Among the open-chain molecules in these nine pairs of boron-containing isomers, the error of MP2 and of r2SCAN-D4, both in the small def2-SVP basis, against a composite CCSD(T) reference is governed mainly by one count, the number of triple bonds made or lost. MP2 places the triple-bonded isomer about 4.4 kcal/mol too low, and r2SCAN-D4 places it 3 to 4.6 too high. In all six rows where the count changes the reference lies between the two, and in the three rows where it does not change both err to the same side. The ring isomer brings a further error of comparable size, which for MP2 comes from the small basis, and its rows are also those where vibration and entropy shift the energies most.

Energies of the second isomer less the first for isolated neutral singlet molecules, computed with Ansatz 0.2.0 and xtb 6.7.1 at geometries relaxed with r2SCAN-D4/def2-SVP. The highest level is CCSD(T)/def2-SVP + MP2/def2-TZVPP - MP2/def2-SVP, and the free energies add thermal terms at 298.15 K to it.

| system | thermal terms from | first isomer | second isomer | at hartree fock (kcal/mol) | at mp2 (kcal/mol) | at relaxing level (kcal/mol) | at highest level (kcal/mol) | zero point difference (kcal/mol) | free energy difference (kcal/mol) |
| --- | --- | --- | --- | --- | --- | --- | --- | --- | --- |
| C3H6BNO2 #724 | GFN2-xTB | CH2(1) C(2) CH(3) B(4) NH(5) OH(6) OH(7); links 1-2, 2-3, 2-4, 3-5, 4-6, 4-7 | C(1) CH2(2) CH2(3) B(4) N(5) OH(6) OH(7); links 1-2, 2-3, 3-4, 1-5, 4-6, 4-7 | -13.820 | -15.970 | -7.040 | -11.620 | 0.700 | -11.270 |
| C3H5BO2 #3a8 | r2SCAN-D4/def2-SVP | CH2(1) C(2) CH(3) B(4) OH(5) OH(6); links 1-2, 2-3, 3-4, 4-5, 4-6 | CH3(1) C(2) C(3) B(4) OH(5) OH(6); links 1-2, 2-3, 3-4, 4-5, 4-6 | -6.010 | -9.350 | -1.890 | -4.780 | 0.520 | -4.450 |
| C3H6BNO2 #21f | GFN2-xTB | CH2(1) C(2) CH(3) B(4) NH(5) OH(6) OH(7); links 1-2, 2-3, 2-4, 3-5, 4-6, 4-7 | CH3(1) CH2(2) C(3) B(4) N(5) O(6) OH(7); links 1-2, 3-4, 3-5, 2-6, 4-6, 4-7 | -8.050 | -8.440 | 0.450 | -3.780 | 0.540 | -4.020 |
| C3H5BO2 #610 | r2SCAN-D4/def2-SVP | CH2(1) C(2) CH(3) B(4) OH(5) OH(6); links 1-2, 2-3, 3-4, 4-5, 4-6 | CH2(1) C(2) CH2(3) BH(4) O(5) O(6); links 1-2, 2-3, 3-5, 4-5, 2-6, 4-6 | -3.280 | -3.120 | -4.620 | -0.450 | 1.660 | 2.520 |
| C3H5BO2 #23e | r2SCAN-D4/def2-SVP | CH2(1) C(2) CH2(3) BH(4) O(5) O(6); links 1-2, 2-3, 3-5, 4-5, 2-6, 4-6 | CH(1) C(2) CH2(3) B(4) OH(5) OH(6); links 1-2, 2-3, 3-4, 4-5, 4-6 | 2.360 | -1.910 | 6.730 | -0.440 | -1.260 | -2.960 |
| C3H5BO2 #d65 | r2SCAN-D4/def2-SVP | CH(1) C(2) CH2(3) B(4) OH(5) OH(6); links 1-2, 2-3, 3-4, 4-5, 4-6 | CH2(1) C(2) CH(3) B(4) OH(5) OH(6); links 1-2, 2-3, 3-4, 4-5, 4-6 | 0.920 | 5.030 | -2.120 | 0.890 | -0.400 | 0.430 |
| C3H5BO2 #3be | r2SCAN-D4/def2-SVP | CH3(1) C(2) C(3) B(4) OH(5) OH(6); links 1-2, 2-3, 3-4, 4-5, 4-6 | CH(1) C(2) CH2(3) B(4) OH(5) OH(6); links 1-2, 2-3, 3-4, 4-5, 4-6 | 5.090 | 4.330 | 4.010 | 3.890 | -0.120 | 4.010 |
| C3H5BO2 #217 | r2SCAN-D4/def2-SVP | CH3(1) C(2) C(3) B(4) OH(5) OH(6); links 1-2, 2-3, 3-4, 4-5, 4-6 | CH2(1) C(2) CH2(3) BH(4) O(5) O(6); links 1-2, 2-3, 3-5, 4-5, 2-6, 4-6 | 2.730 | 6.240 | -2.720 | 4.330 | 1.140 | 6.970 |
| C3H6BNO2 #196 | GFN2-xTB | C(1) CH2(2) CH2(3) B(4) N(5) OH(6) OH(7); links 1-2, 2-3, 3-4, 1-5, 4-6, 4-7 | CH3(1) CH2(2) C(3) B(4) N(5) O(6) OH(7); links 1-2, 3-4, 3-5, 2-6, 4-6, 4-7 | 5.760 | 7.530 | 7.490 | 7.840 | -0.160 | 7.250 |

Each row gives the energy of the second isomer less the first, so a negative entry means that the second is more stable. The structures are written as numbered heavy atoms with their hydrogens and a list of links. C3H5BO2 appears as allenyl $\mathrm{H_2C{=}C{=}CH{-}B(OH)_2}$, propynyl $\mathrm{CH_3{-}C{\equiv}C{-}B(OH)_2}$, propargyl $\mathrm{HC{\equiv}C{-}CH_2{-}B(OH)_2}$ and a five-membered ring with a B–H bond and an exocyclic $\mathrm{C{=}CH_2}$. C3H6BNO2 appears as a conjugated imine $\mathrm{H_2C{=}C(CH{=}NH){-}B(OH)_2}$, a nitrile $\mathrm{NC{-}CH_2CH_2{-}B(OH)_2}$ and an ethyl ester with the cyano group on boron. The relaxing level is r2SCAN-D4. The Hartree–Fock, MP2 and r2SCAN-D4 columns are all in def2-SVP, so their errors include that of the basis, and "error" below means a level's entry less the entry at the highest level. The rows close in cycles, so nine rows hold only five independent differences.

Two of the orderings are settled before any correlation is added. Propynyl lies 3.89 kcal/mol below propargyl at the highest level (row #3be), and the other three levels give between 4.01 and 5.09. Standard chemistry supplies three causes that act together: an sp carbon makes a short, strong bond to boron, a π bond of the alkyne can donate into the empty boron p orbital, and an alkyne is more stable inside a chain than at its end. The relaxed C–B bond of propynyl is indeed a few hundredths of an ångström shorter than that of allenyl, but these rows cannot share the energy out among the three causes.

The nitrile is the lowest C3H6BNO2 isomer at every level. It lies 11.62 kcal/mol below the imine at the highest level, in line with the known strength of the polar C≡N bond. It lies 7.84 below the ester, which has the same C≡N unit but has exchanged a C–C and an O–H bond for a C–O and a C–H bond. That is the exchange that makes an ether less stable than its isomeric alcohol, though here the carbon group on boron changes as well. The level dependence, which is the subject from here on, sits on top of these orderings.

The error model starts from the limit in which correlation is strictly local. The error of a level is then a sum of contributions $\epsilon_k$, one for each bond or group of type $k$, and for a pair of isomers only the change $\Delta n_k$ in the counts survives:

$$\text{error}=\sum_k \epsilon_k\,\Delta n_k \approx a\,\Delta n_{\rm triple}+b\,\Delta n_{\rm ring}.$$

In the open-chain isomers every molecule has two π bonds, either stacked in one triple bond or spread over two double bonds, so $a$ is the error of moving from the spread to the stacked arrangement. If the picture holds, a row that sets one triple bond against another should show almost no error. Rows #3be and #196 are such controls, and there MP2 and r2SCAN-D4 both stay within 0.44 kcal/mol of the reference. In def2-TZVPP, however, MP2 errs on #196 to the other side, so its small error there is a cancellation between basis and correlation. That control supports the count for MP2 in def2-SVP, not the local picture of correlation behind it.

Two limiting cases make the sign of $a$ for MP2 plausible, the first being a single electron pair in a bonding orbital $\pi$ with one empty partner $\pi^*$. MP2 gives this pair the energy $-K^2/[2(\varepsilon_{\pi^*}-\varepsilon_\pi)]$, where $K$ is the exchange integral that couples the two configurations and $\varepsilon$ are orbital energies. The exact two-configuration result is $\Delta-\sqrt{\Delta^2+K^2}\approx -K^2/2\Delta$, with $2\Delta = 2(\varepsilon_{\pi^*}-\varepsilon_\pi)+J_{\pi\pi}+J_{\pi^*\pi^*}-4J_{\pi\pi^*}+2K$, where $J$ are Coulomb integrals. The three $J$ are of similar size and larger than $K$, so $2\Delta$ is smaller than the MP2 denominator and MP2 recovers too little. With similar integrals and $K$ still well below $\Delta$, the shortfall grows as the orbital gap narrows, as expected for the longer and softer π bond of a double bond. This cannot be carried on to a vanishing gap, where the MP2 energy diverges and overshoots.

The opposite limit is many pairs crowded into one region. MP2 adds the correlation between every two pairs as if the others were absent, whereas higher orders let the pairs screen one another and reduce the sum; in the extreme of a uniform electron gas the unscreened second-order sum diverges. A triple bond, with two π pairs and a σ pair between the same two atoms, is the crowded case among these molecules. Both limits push the same way: MP2 under-credits separate double bonds and over-credits the triple bond, so $a$ is negative. This is an argument from theory, since pair energies were not examined, and the ring row #610 below does not bear out its first half.

In the columns the MP2 error appears as a swing from one level to the next. From allenyl to propynyl (#3a8), the step from Hartree–Fock to MP2 moves the energy 3.34 kcal/mol towards the alkyne, while the highest level ends 1.23 towards the allene from Hartree–Fock. From imine to nitrile (#724) the same two shifts are 2.15 towards the triple bond and 2.20 away from it. What follows MP2 thus takes back all that second order gave, and more. The gap between MP2 and the highest level holds the higher-order correlation evaluated in def2-SVP together with the change of basis to def2-TZVPP. That change is large for the ring and was not separated here for the triple bond, so the swing is not a pure measure of correlation order.

For r2SCAN-D4 the useful limit is a bond stretched towards dissociation. The exact Hartree–Fock exchange hole then spreads over both atoms, and left–right correlation has to pull it back onto the atom where the electron is. A semilocal functional builds its hole around the electron from the start, so it imitates part of that correlation without being asked. The limit shows the mechanism but not the sign of the error, since a fully stretched closed-shell pair still comes out too high in energy. The sign expected here rests on experience: semilocal functionals tend to overstabilise delocalised π systems, and cumulenes against alkynes in particular. Separate double bonds would then be over-credited and $a$ positive, the reverse of MP2, and the table does give a positive $a$.

The sizes agree with this reading without isolating it. The error per triple bond is +2.95 kcal/mol as a mean of the two allene–alkyne rows and +4.40 as a mean of the two imine rows. The larger value belongs to the conjugated imine, whose tight-binding orbital gap in the same runs is 2.83 eV narrower than the nitrile's, against 0.80 eV for allenyl relative to propynyl. The functional was used in def2-SVP while the reference carries a correction to a larger basis, so part of the error may belong to the basis and not to the functional. The r2SCAN-D4 runs whose outputs were read also made no search for lower SCF states and left the stability of their solutions undecided, so an isomer placed too high for that reason is not excluded.

One estimate shows how far the constant carries. The mean MP2 error of the two allene–alkyne rows, #3a8 and #d65, is $a=-4.36$ kcal/mol per triple bond. Applied to the imine–nitrile row #724, which did not enter that mean and has $\Delta n_{\rm triple}=+1$, it predicts

$$E_{\rm highest}\approx E_{\rm MP2}-a=-15.97+4.36=-11.61\ \text{kcal/mol},$$

against $-11.62$ in the table. So close a match is finer than the model deserves, as the next row of the same formula shows.

In #21f the same correction gives $-8.44+4.36=-4.08$ against $-3.78$, a miss of 0.3 kcal/mol. This is not a second test, because #21f is the sum of #724 and #196, and the miss is the small MP2 error of the nitrile–ester control carried over. The transfer is much poorer for the functional. Correcting #724 with the carbon–carbon value leaves 1.6 kcal/mol of the error in place, so the r2SCAN-D4 bias depends on the kind of multiple bonds exchanged, and these rows cannot say whether the double bonds or the triple bond matter more. Among the open chains, a count of triple bonds predicts the sign for both levels but the size only for MP2.

A least-squares fit of $a$ and $b$ to all nine rows, with no constant term, says the same. For MP2 it gives $a=-4.4$ with a root-mean-square residual of 0.25 kcal/mol, and for r2SCAN-D4 $a=+3.6$ with 0.54, the worst row being #724. Two constants are being fitted to five independent differences, and $b$ is fixed by the single ring isomer. The real tests are therefore the two controls, of which MP2 passes #196 only through a cancellation, and the comparison of C≡C with C≡N.

Hartree–Fock has the smallest mean absolute error over the nine rows, 2.03 kcal/mol against 2.72 for MP2 and 3.73 for r2SCAN-D4. This comes largely from the cancellation described above: where a triple bond is made or lost, second order and the terms beyond it, basis change included, pull in opposite directions, so leaving out both can land near the reference, as in #d65. The cancellation is not dependable, since Hartree–Fock misses the nitrile–ester control by 2.08, where the other two levels are close. Its errors are scattered, while those of MP2 are larger and regular enough to be corrected by counting.

The ring is the irregular isomer. Going from allenyl to the ring (#610) changes no triple bond, yet Hartree–Fock, MP2 and r2SCAN-D4 all favour the ring too much, by 2.83, 2.67 and 4.17 kcal/mol. Ring closure turns one π bond into a σ bond, so levels that under-credit a soft π pair should favour the ring. The MP2 error has that sign only because of the basis. In def2-TZVPP, MP2 puts the ring above allenyl, a shift of more than 3 kcal/mol that carries it past the reference, while Hartree–Fock still puts the ring below. Without the basis error MP2 therefore disfavours the ring, and the π argument fails for it here. The same argument would have r2SCAN-D4 favour the allene, and the table shows the reverse, but the functional too was run in def2-SVP and may carry a similar basis error. In the ring–alkyne rows #217 and #23e its two biases add to about 7, whereas for MP2 they partly cancel.

The ring also has two O–H bonds fewer than the chains, and the ester, which loses one without forming a ring, tests that count. An error per O–H group would make the ester's error half the ring's. For MP2 and r2SCAN-D4 it is only $-0.31$ and $-0.35$, well short of half, so the O–H count does not describe their total errors. A basis error per O–H group is not excluded, because the ester's small MP2 error is itself a cancellation. For Hartree–Fock a least-squares fit on all rows with triple bonds and O–H groups does better than one with triple bonds and rings, with residuals of 0.85 against 1.38. How much of the functional's preference for the ring is basis error is left open. The ring also gives up the C–B bond of the chains and gains C–O and B–H bonds, so $b$ holds more than ring closure, and one isomer cannot separate the parts.

At the highest level allenyl, propargyl and the ring lie within 0.89 kcal/mol of one another, which is inside the plausible error of a small-basis CCSD(T) with an MP2 basis correction. Their electronic order is unresolved. The conformer search adds to the doubt: relaxed allenyl and propynyl have both hydroxyl hydrogens turned away from carbon and about 2.3 Å apart, while simple boronic acids usually turn one the other way. A lower chain conformer would raise the ring, which has no O–H, relative to the chains in #610 and #217. The errors between levels are less exposed, because all levels in a row share the same geometries.

Thermal terms then decide the ring's place, and two limits of a harmonic mode show why. A mode of frequency $\nu$ contributes $\tfrac12 h\nu+k_BT\ln(1-e^{-h\nu/k_BT})$ to the free energy. For a stiff mode only the zero-point term is left, while for a soft mode the second term tends to $k_BT\ln(h\nu/k_BT)$, which is negative and grows in size as the mode softens. Both terms rise with $\nu$, and isomers have the same number of modes. Closing a ring replaces soft torsions and bends of the chain by stiffer ring motions, so it should pay in both terms.

Row #610 shows the two payments. The electronic $-0.45$ becomes $+2.52$ kcal/mol in free energy, of which the zero point difference supplies 1.66 and the remaining thermal part 1.31. The zero point part is a net value, since the ring also exchanges two O–H stretches for C–H and B–H stretches of lower frequency, which works against the stiffening. The sign is reversed, and the ring ends highest of the four C3H5BO2 isomers in free energy.

A small share of that remainder is overall rotation. The rotational partition function goes as $(ABC)^{-1/2}$ in the rotational constants $A$, $B$, $C$, so the compact ring pays $\tfrac12 RT\ln$ of the ratio of the products. With the tight-binding constants of the same runs and no rotational symmetry this is 0.30 kcal/mol, leaving 1.01 for vibration. Assigning that to the lost torsions is argued from the mode formula, as the individual frequencies were not compared.

In the six rows without a ring, the tabulated free energy and electronic energy differ by 0.59 kcal/mol at most. For #3a8 and #3be this closeness is partly an artefact. The methyl rotation of propynyl came out with an imaginary frequency and was left out of its entropy, so its free energy lacks a soft mode worth about 1 kcal/mol and is too high by about that much. Restoring it would bring the free energy difference to about −5.5 in #3a8, 5 in #3be and 8 in the ring row #217. In the other four rows a small difference is expected if both isomers keep a similar set of soft modes. In four of the six rows the zero point and remaining thermal terms also have opposite signs and partly cancel. Differences of this size should not be read closely. Each structure is a single conformer, and one more equally populated form is worth $RT\ln 2=0.41$ kcal/mol, about the whole 0.43 that separates propargyl from allenyl in #d65. The thermal terms of the C3H6BNO2 rows come from tight binding at its own geometry, which is a cruder source than the functional used for C3H5BO2.

For someone choosing which isomer to expect, the nine rows give a working rule limited to these bond types. Some bond types were not drawn when the isomers were listed, so a more stable isomer of either formula may be missing. Where both isomers are chains with the same number of triple bonds, the relaxing level was good to a few tenths of a kcal/mol, on the evidence of two rows. Where a triple bond or a ring is made or lost, it erred by 2.9 to 7.2 and gave the opposite sign to the reference in four of seven rows, two of them near-ties. MP2 in def2-SVP kept the sign in all nine rows, though three of those signs are near-ties at the reference and one of them, #610, is lost in def2-TZVPP. It also overstated the lead of the triple-bonded isomer over the allene and the imine. A ring–chain comparison needs the free energy, since the thermal terms there were 2.5 to 3 kcal/mol, and would be larger in #217 with propynyl's missing mode counted.
